**Problem: the K-shell level of potassium, calcium and scandium and its QED shifts**

The table gives, for neutral atoms in Dirac-Coulomb Hartree-Fock, the eigenvalue ε(1s1/2) of the innermost orbital and two first-order radiative shifts of it, the self-energy and the vacuum polarisation. A positive shift means a less bound level. The last two columns are the ratio of the two shifts and their sum divided by |ε|, in parts per million. The results for K, Ca and Sc are withheld.

Neutral atoms from K to Rb, computed with B-spline radial code 1 in Dirac-Coulomb Hartree-Fock, averaged over the nl configuration, with a Fermi nucleus and spherical atoms at the basis-set limit. Self-energy and vacuum polarisation are first-order shifts of the 1s1/2 eigenvalue ε; positive means less bound, and QED is their sum.

| species | Z | configuration | ε(1s1/2) (eV) | self-energy (eV) | vacuum polarisation (eV) | self-energy / vac. pol. | QED / |ε| (ppm) |
| --- | --- | --- | --- | --- | --- | --- | --- |
| K | 19 | [Ar] 4s1 | ? | ? | ? | ? | ? |
| Ca | 20 | [Ar] 4s2 | ? | ? | ? | ? | ? |
| Sc | 21 | [Ar] 3d1 4s2 | ? | ? | ? | ? | ? |
| Ti | 22 | [Ar] 3d2 4s2 | -5020.03 | 2.319 | -0.1802 | -12.9 | 426 |
| V | 23 | [Ar] 3d3 4s2 | -5523.11 | 2.704 | -0.2152 | -12.6 | 451 |
| Cr | 24 | [Ar] 3d5 4s1 | -6045.85 | 3.131 | -0.2551 | -12.3 | 476 |
| Mn | 25 | [Ar] 3d5 4s2 | -6602.55 | 3.603 | -0.3003 | -12.0 | 500 |
| Fe | 26 | [Ar] 3d6 4s2 | -7179.19 | 4.123 | -0.3513 | -11.7 | 525 |
| Co | 27 | [Ar] 3d7 4s2 | -7780.61 | 4.692 | -0.4086 | -11.5 | 551 |
| Ni | 28 | [Ar] 3d8 4s2 | -8406.94 | 5.314 | -0.4728 | -11.2 | 576 |
| Cu | 29 | [Ar] 3d10 4s1 | -9051.98 | 5.992 | -0.5442 | -11.0 | 602 |
| Zn | 30 | [Ar] 3d10 4s2 | -9734.84 | 6.728 | -0.6236 | -10.8 | 627 |
| Ga | 31 | [Ar] 3d10 4s2 4p1 | -10446.8 | 7.525 | -0.7115 | -10.6 | 652 |
| Ge | 32 | [Ar] 3d10 4s2 4p2 | -11185.7 | 8.385 | -0.8086 | -10.4 | 677 |
| As | 33 | [Ar] 3d10 4s2 4p3 | -11951.7 | 9.312 | -0.9154 | -10.2 | 703 |
| Se | 34 | [Ar] 3d10 4s2 4p4 | -12744.9 | 10.31 | -1.033 | -9.98 | 728 |
| Br | 35 | [Ar] 3d10 4s2 4p5 | -13565.5 | 11.38 | -1.161 | -9.80 | 753 |
| Kr | 36 | [Ar] 3d10 4s2 4p6 | -14413.5 | 12.52 | -1.302 | -9.62 | 778 |
| Rb | 37 | [Kr] 5s1 | -15296.4 | 13.74 | -1.455 | -9.45 | 803 |

Throughout, x = Zα with α = 1/137.036, mc² = 510999 eV, γ = √(1 − x²), and P = (α/π)x⁴mc² is the natural unit of both shifts.

**(a)** From the limits of small and large x, find the sign and the growth with Z of each shift. Explain why the other electrons change ε strongly and the shifts weakly, and compare with the rows from Ti to Rb.

**Solution.** For x → 0 the 1s orbital, of radius about ħ/(mc·x), is far larger than the reduced Compton wavelength ħ/mc, the range over which the vacuum responds. Both effects then act at the nucleus and are proportional to the nuclear charge times the density there. In units ħ = c = 1 that density is |ψ(0)|² = (xm)³/π, and the product supplies x⁴.

Virtual electron-positron pairs screen the nuclear charge at long range, so an electron that comes within ħ/mc feels more than the charge measured from afar and is bound more strongly. The Uehling potential contracts in this limit to −(4/15)(αx/m²)δ³(r), and its mean value is −(4/15)P.

The self-energy has the opposite sign, which the Welton picture explains. Zero-point fluctuations of the field shake the electron with a mean square amplitude ⟨δr²⟩ = (2α/πm²)∫dk/k. The integral is cut above at k ≈ m and below at the atomic frequency k ≈ x²m, which gives ln x⁻². A smeared electron sees the averaged potential V + (1/6)⟨δr²⟩∇²V, and ∇²V = 4πx δ³(r) is positive for an attractive Coulomb centre. The shift is +(4/3)P ln x⁻². The full result is written P·F(x), where F is this logarithm plus a constant and higher powers of x.

The leading ratio is therefore −5 ln x⁻², and its size must fall as Z rises. The logarithm is 3.66 for Ti and 2.62 for Rb, so the leading term alone gives −18.3 and −13.1. The table has −12.9 and −9.45. The sizes come out some 40 % too large, because the constant in F is negative and not small, but the fall is nearly right: a factor 1.40 from the logarithm against 1.37 in the table. Towards x → 1 the logarithm dies out and F flattens, while the Dirac orbital piles up at the nucleus and strengthens the short-ranged Uehling term, so theory has the ratio shrinking further in heavy atoms.

The rows agree with this. From Ti to Rb, Z⁴ grows 8.00-fold, the vacuum polarisation 8.07-fold and the self-energy only 5.92-fold. Divided by P, the self-energy falls in every step, from 2.941 to 2.178, while the vacuum polarisation stays between −0.2284 and −0.2307. The ratio shrinks because one term keeps pace with Z⁴ and the other lags. This agreement is no test of QED: the K-shell self-energy is fixed to hydrogenic values and the Uehling potential is put in by formula, so the logarithm is an input of the calculation.

The flatness of the reduced vacuum polarisation comes from a cancellation. Averaging the full Uehling potential over a point-nucleus Dirac 1s orbital gives −P·U with

U = (2/3γx²) ∫₁^∞ dt √(t² − 1) (t⁻² + ½t⁻⁴) [x/(x + t)]^(2γ),

which tends to 4/15 as x → 0. The finite range of the potential lowers U in first order in x, since the orbital has already decayed somewhat across ħ/mc. Relativistic contraction raises it in second order. The integral gives 0.2400 for Ti, a minimum of 0.2387 from Ni to Zn and 0.2405 for Rb. The contact picture has by then lost its accuracy. With the 1s densities averaged over the nucleus from the same calculations, the vacuum polarisation per unit of Z times density drops by 14.4 % from Mn to Se, and the self-energy by 28.8 %. For the vacuum polarisation two causes of similar weight share that drop. The orbital decays more across the range of the potential as x grows, which is the first-order term above and needs no relativity. In addition the Dirac density rises as r^(2γ−2) towards the centre, and the nucleus, some 4 fm in radius, samples that rise much more than a potential whose range is measured by ħ/mc, about 390 fm.

Screening acts on ε and on the shifts in different ways. An electron outside the K shell produces a nearly constant potential over the 1s orbital, equal to its ⟨1/r⟩. A constant moves the eigenvalue and leaves the orbital alone. For Ti the one-electron Dirac energy is mc²(γ − 1) = −6628 eV, and ε lies 6628 − 5020 = 1608 eV above it, a quarter of the bare binding. The radiative potential is that of the bare nucleus, so the shifts respond only to the shape of the orbital, which is altered most by the second 1s electron and to a smaller but real extent by the L and M shells, whose potential is not quite constant across the K shell. A helium-like variational charge Z − 5/16 suggests a density factor (1 − σ/Z)³ with σ near 0.3, a reduction of 3 to 5 % here. The size is partly luck: the variational exponent overstates what the partner alone does to the density near the nucleus, and the other shells make up the rest. The QED shifts should then be almost blind to the valence configuration, while ε should record it.

Cr and Cu, the two 4s1 atoms of the 3d row, show this. Their ε lies 4.70 and 6.32 eV above the smooth curve through their 4s2 neighbours, defined in part (b), while their reduced shifts sit in line. Moving an electron from 4s to 3d brings it inward. With the ⟨1/r⟩ of Mn from the same calculation, 1.15 bohr⁻¹ for 3d and 0.39 for 4s, frozen orbitals would raise ε by 0.76 hartree, about 21 eV. The offset of Cr is under a quarter of that, and the standard reason is that all outer shells expand in reply to the added screening and give most of it back. Single eigenvalues can jump by convention where an s shell closes over closed s shells, and the 4s1 and 4s2 rows differ in this respect, but 1s and 4s hardly overlap and lie thousands of eV apart, so their mixing should move ε(1s) negligibly and the offsets are best read as screening.

The share QED / |ε| goes as x⁴F/x² in the hydrogenic limit, slower than Z². The net shift grows 5.74-fold and |ε| 3.05-fold, and 5.74/3.05 = 1.88 is the rise from 426 to 803 ppm. The steps lie between 24 and 26 ppm per element. No limit requires a straight line, and the near-linearity is best read as an accident of this range of Z.

**(b)** Using only the rows from Ti to Rb, forecast all five quantities for K, Ca and Sc with error bars, and say where the forecast is weakest.

**Solution.** The qualitative forecasts follow from part (a). The signs stay unchanged, and the QED terms show no break at K or where the 3d shell empties. Self-energy/P keeps rising towards low Z, so a power law in Z overshoots or undershoots systematically. Vacuum polarisation/P stays near −0.229.

A first set of numbers comes from continuing differences by hand. Self-energy/P is 2.740, 2.804, 2.871 and 2.941 for Mn, Cr, V and Ti, with steps of 0.064, 0.067 and 0.070. Two more steps of about 0.074 and 0.077 give 3.015 for Sc and 3.092 for Ca. For Ca, x = 20/137.036 = 0.14595, x⁴ = 4.537 × 10⁻⁴ and (α/π)mc² = 1187 eV, so P = 0.5385 eV and the self-energy is 3.092 × 0.5385 = 1.665 eV. The other hand values are likewise continuations of the known rows, and their ranges were set by judgement.

A second set comes from fitted models. The vacuum polarisation is written −P·U·(1 − kx²)(1 − σ/Z)³. The factor with k is the Wichmann-Kroll term, which has the opposite sign to Uehling; the totals of the same calculations put it at 0.44 % of Uehling in Ti and 1.19 % in Rb, and the mean of the two after division by x² is k = 0.168. Each row yields its own σ, and the mean over all sixteen known rows with weights 1/Z² is 0.339. For Ti, a row of the fit, the model gives −0.7885 × 0.2400 × 0.9957 × 0.9545 = −0.17985 eV against −0.1802 eV. The table lies 0.2 % beyond the model in size at Ti and 0.18 % short of it at Rb, several times the rounding, because the row values of σ drift from 0.325 to 0.361. A power law, fitted by least squares to the logarithms, has exponent 4.017 and misses by up to 0.31 %, which is little worse.

The self-energy is written P(1 − σ/Z)³F with the same σ and F = (4/3)ln x⁻² + a + bx + cx². That both shifts share one screening factor is an assumption. Least squares on the sixteen rows gives a = −2.72, b = 6.23 and c = −2.91, and the table is met to 0.03 % or better, the level of its rounding. The three constants trade against each other and absorb the drift of σ, so they carry no physical meaning. For Ca, which is outside the fit, (4/3)ln x⁻² = 5.132, the polynomial is −2.72 + 0.909 − 0.062 = −1.87, and F = 3.26. The screening factor is (1 − 0.339/20)³ = 0.950. The product is 0.5385 × 0.950 × 3.26 = 1.67 eV, or 1.6667 eV with unrounded constants. The power law, exponent 3.421, leaves a curved residual of −0.28 % at Ti, +0.14 % near Cu and −0.22 % at Rb, and gives 1.6784 eV for Ca.

For ε the Dirac energy is subtracted and the remainder, the screening shift, is fitted by least squares with a quadratic in Z on Ti, V, Mn, Fe, Co, Ni and Zn. These are the 3dⁿ4s² atoms, in which each step adds a proton and a 3d electron, and the fit holds to 0.03 eV. Ga to Rb are left out because they add 4p or 5s electrons, which lie further out and screen less: Ga is already 10.12 eV more bound than the curve and Rb 108 eV. Sc (n = 1) and Ca (n = 0) belong to the series. For Ca the Dirac energy is −5471.6 eV, the quadratic gives a shift of 1384.7 eV, and ε is about −4086.9 eV. At Z = 19 the curve describes a fictitious 3d⁻¹4s² atom, and K differs from it by one 3d electron more and one 4s electron less, which is formally the Cr and Cu swap. A straight line through their two offsets gives 3.07 eV at Z = 19. Two points fix that line exactly, so nothing checks it.

The bars on the fitted values come from a trial extrapolation. The QED models were refitted without Ti, V and Cr and made to predict them; the worst misses were 0.017 % for the self-energy and 0.26 % for the vacuum polarisation. The ε curve, refitted without Ti and V, missed by at most 0.08 eV. Each bar is twice the worst miss plus half a unit in the last digit of the table, and K gets half its offset in addition. The bars on ratio and share are propagated in quadrature, again with half a last digit.

| quantity | source | K | Ca | Sc |
|---|---|---|---|---|
| ε (eV) | hand | −3653 ± 5 | −4087 ± 3 | −4541 ± 2 |
| | fit | −3653.42 ± 1.70 | −4086.85 ± 0.17 | −4541.34 ± 0.17 |
| self-energy (eV) | hand | 1.39 ± 0.01 | 1.665 ± 0.01 | 1.974 ± 0.008 |
| | fit | 1.3943 ± 0.0010 | 1.6667 ± 0.0011 | 1.9741 ± 0.0012 |
| vacuum polarisation (eV) | hand | −0.1004 ± 0.0005 | −0.1232 ± 0.0005 | −0.1496 ± 0.0005 |
| | fit | −0.1000 ± 0.0006 | −0.1228 ± 0.0007 | −0.1493 ± 0.0008 |
| ratio | hand | −13.9 ± 0.1 | −13.5 ± 0.1 | −13.2 ± 0.1 |
| | fit | −13.94 ± 0.13 | −13.57 ± 0.13 | −13.22 ± 0.12 |
| share (ppm) | hand | 354 ± 2 | 377 ± 2 | 402 ± 2 |
| | fit | 354.3 ± 0.8 | 377.8 ± 0.8 | 401.8 ± 0.8 |

The weakest entry is ε of K. Misses in ε are more likely on the less bound side, because the first 3d electrons are diffuse and screen less than the extrapolation assumes. Going down the series, the curve then removes too much screening with each electron and ends too deep.

**(c)** Compare the forecasts with the computed values and account for the hits and the misses.

The withheld rows as computed:

| species | Z | configuration | ε(1s1/2) (eV) | self-energy (eV) | vacuum polarisation (eV) | self-energy / vac. pol. | QED / |ε| (ppm) |
| --- | --- | --- | --- | --- | --- | --- | --- |
| K | 19 | [Ar] 4s1 | -3651.21 | 1.395 | -0.1005 | -13.9 | 355 |
| Ca | 20 | [Ar] 4s2 | -4086.17 | 1.668 | -0.1232 | -13.5 | 378 |
| Sc | 21 | [Ar] 3d1 4s2 | -4541.16 | 1.975 | -0.1497 | -13.2 | 402 |

**Solution.** All fifteen hand ranges contain the computed value. They were wide, up to 0.7 % of the self-energy, so this shows little more than that the series is smooth. The fitted bars were narrower in every column but the vacuum polarisation and the ratio, and four of the fifteen failed: ε for all three atoms and the self-energy of Ca.

The qualitative forecasts for the shifts hold. The signs are unchanged. Vacuum polarisation/P is −0.2287, −0.2288 and −0.2291 for Sc, Ca and K, creeping up in size towards low Z, where screening takes back part of the rise of U. Self-energy/P continues to 3.017, 3.097 and 3.180, with steps of 0.076, 0.080 and 0.083, and neither the emptying of 3d nor the loss of a 4s electron leaves a mark at this precision. The forecast did not say which way the power law would err. It overshoots: the computed self-energies lie 0.42, 0.62 and 0.94 % below it for Sc, Ca and K. The reason is that the local exponent is not constant. A falling logarithm matters relatively less where F is large, and the screening factor changes fastest at low Z, so the true curve is steeper at the low end than its average exponent and drops away below the power law.

The fitted vacuum polarisation is too small in size for all three atoms, by 0.0004 to 0.0005 eV, which is 0.47 % for K and inside the bars. This is the drift of σ carried on, since the new rows need 0.320, 0.319 and 0.309 where the model used 0.339. The hand values, which followed the local trend and not a global mean, came within 0.0001 eV. Half a unit in the last digit of the table is worth up to about 0.003 in σ for these rows, so the larger step from Ca to K is too close to the rounding to be given a cause. The fitted ratios inherit the error and are too large in size by 0.02 to 0.07, near the rounding of that column, and the shares are within 0.7 ppm.

The self-energy misses are +0.0007, +0.0013 and +0.0009 eV for K, Ca and Sc. The Ca miss is 0.08 % of the value and 1.24 times its bar, and up to 0.0005 eV of it may be rounding. All three have the sign of weaker screening at low Z. A plausible reading, which the numbers don't prove, is that the polynomial had absorbed most of the drift in σ and ran slightly short outside its range.

The eigenvalues missed on the forecast side, by +0.18 eV for Sc, +0.68 eV for Ca and +2.21 eV for K, or 1.07, 4.09 and 1.30 times their bars. Read as steps, the screening shift rises from Ca to Sc by 0.68 − 0.18 = 0.50 eV less than the quadratic demands, and from Sc to Ti, where the residual is 0.02 eV, by 0.16 eV less. That is the pattern of a 3d orbital that is still contracting rapidly at the start of the row, a standard feature, and the cause is argued from it while the numbers show only the pattern. The bar of 0.17 eV failed because the trial extrapolation stayed among atoms with several 3d electrons. It measured smoothness inside the series and could not register a change of character at its edge. K lies 5.28 eV above the curve where 3.07 eV was used. The excess cannot be divided between a wrong offset and the growing error of the curve, since the 3d⁻¹4s² reference does not exist; the Sc and Ca misses make it a fair guess that the curve accounts for a good part.

The QED terms put these misses in proportion. The forecast error in ε of K from the treatment of screening, 2.21 eV, exceeds its whole net QED shift, 1.395 − 0.1005 = 1.29 eV, which was forecast to about a thousandth of an electronvolt. The share is also not the whole correction beyond Dirac-Coulomb. The same calculations give a 1s Breit shift of +7.37 eV for Mn, +13.17 eV for Zn and +19.65 eV for Se, between 2.12 and 2.23 times the net QED shift in those three atoms. And ε is a frozen-orbital eigenvalue without correlation, not a K-edge energy: relaxation around the core hole is, as a rough recalled size, tens of eV in these atoms. Adding QED to such a level is worth while only after relaxation and the Breit term are in.

One feature has several causes that the table does not separate. The σ that the vacuum polarisation requires rises from about 0.31 at K to 0.36 at Rb, and it is the largest systematic error of the QED forecasts. The finite nucleus, whose radius grows from 3.59 fm in Ti to 4.20 fm in Rb, trims the density where the Uehling potential is strongest and would mimic extra screening in the heavier atoms. The L and M electrons penetrate the K shell, more so as their shells fill and contract relative to it, and add true screening. The cube in the screening factor is a non-relativistic power, and a Dirac density near the nucleus responds more steeply to the effective charge as Z grows. The single Wichmann-Kroll constant is no candidate, since separate values for Ti and Rb from the whole-atom totals would widen the drift slightly. The three act in the same direction and add. The nuclear-size effect grows steeply with Z and is still small in the 3d row, where σ already climbs from 0.320 at Sc to 0.338 at Ni, so added screening by the outer shells is the likely main part, with the finite nucleus joining in towards Rb. Repeating the series with a point nucleus would fix the nuclear share.
